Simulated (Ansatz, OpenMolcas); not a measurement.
CH5GaO (SMILES C[O][GaH2]): methods side by side

CH5GaO: 8 atoms, total charge 0, spin state singlet. As SMILES, `C[O][GaH2]`. Geometry: relaxed at PBE0-D4/def2-TZVP.

```xyz
8

C    -0.6168    0.9726   -0.4229
O    -0.7053   -0.2735    0.2135
Ga    0.7032   -1.3020    0.5793
H    -1.2002    0.9620   -1.3506
H     0.4142    1.2562   -0.6766
H    -1.0306    1.7542    0.2243
H     2.0939   -0.7328    0.1429
H     0.3417   -2.6367    1.2901
```

Quantity: the energy change with the C1–H4 bond stretched from 1.096 to 1.425 Å, in eV. The values are calculated.

```csv
level,kind,program,value (eV),CPU time (all runs)
SVWN5/cc-pVDZ (restricted),LDA,OpenMolcas,0.82,28 s
PBE/cc-pVDZ (restricted),GGA,Ansatz,0.82,13 s
TPSS/cc-pVDZ (restricted),meta-GGA,OpenMolcas,0.86,62 s
B3LYP/cc-pVDZ (restricted),global hybrid,OpenMolcas,0.89,39 s
HSE06/cc-pVDZ (restricted),range-separated hybrid,Ansatz,0.93,17 s
PBE-QIDH/cc-pVDZ (restricted),double hybrid,Ansatz,1.01,21 s
RPA@PBE/cc-pVDZ (restricted),RPA,Ansatz,0.85,22 s
RPA@PBE0/cc-pVDZ (restricted),RPA,Ansatz,0.89,25 s
CCSD/cc-pVDZ (restricted),coupled cluster or CI,Ansatz,0.92,27 s
```

All-electron rows without a relativistic Hamiltonian named are non-relativistic. The first shape isn't each level's own minimum. The values span 0.82 to 1.01 eV. In the correlated wave-function rows the outer d shell of Ga is correlated, in sets not made for it. CPU times are rough (shared hosts, several kinds of processor and program).

Stretching this methyl C–H bond costs roughly the same at every level, with HSE06 (0.93 eV) and CCSD (0.92 eV) almost coincident. The cost reflects the loss of overlap in a localised two-electron σ bond. Gallium, attached through oxygen, is probably little more than a spectator, so much of its contribution should cancel in the difference.

SVWN5 and PBE both give 0.82 eV, although LDA normally overbinds C–H bonds clearly relative to a GGA. The stretch samples the wall and curvature of the well rather than its depth, and the semilocal values are probably low because these functionals favour a longer, softer C–H bond. PBE-QIDH stands apart at the stiff end, while RPA moves from 0.85 to 0.89 eV when PBE orbitals are replaced by PBE0 ones, so the choice of reference matters on the scale of the differences discussed here.

The bond is still largely intact at the stretched geometry, so this ranking need not carry over to homolytic dissociation.
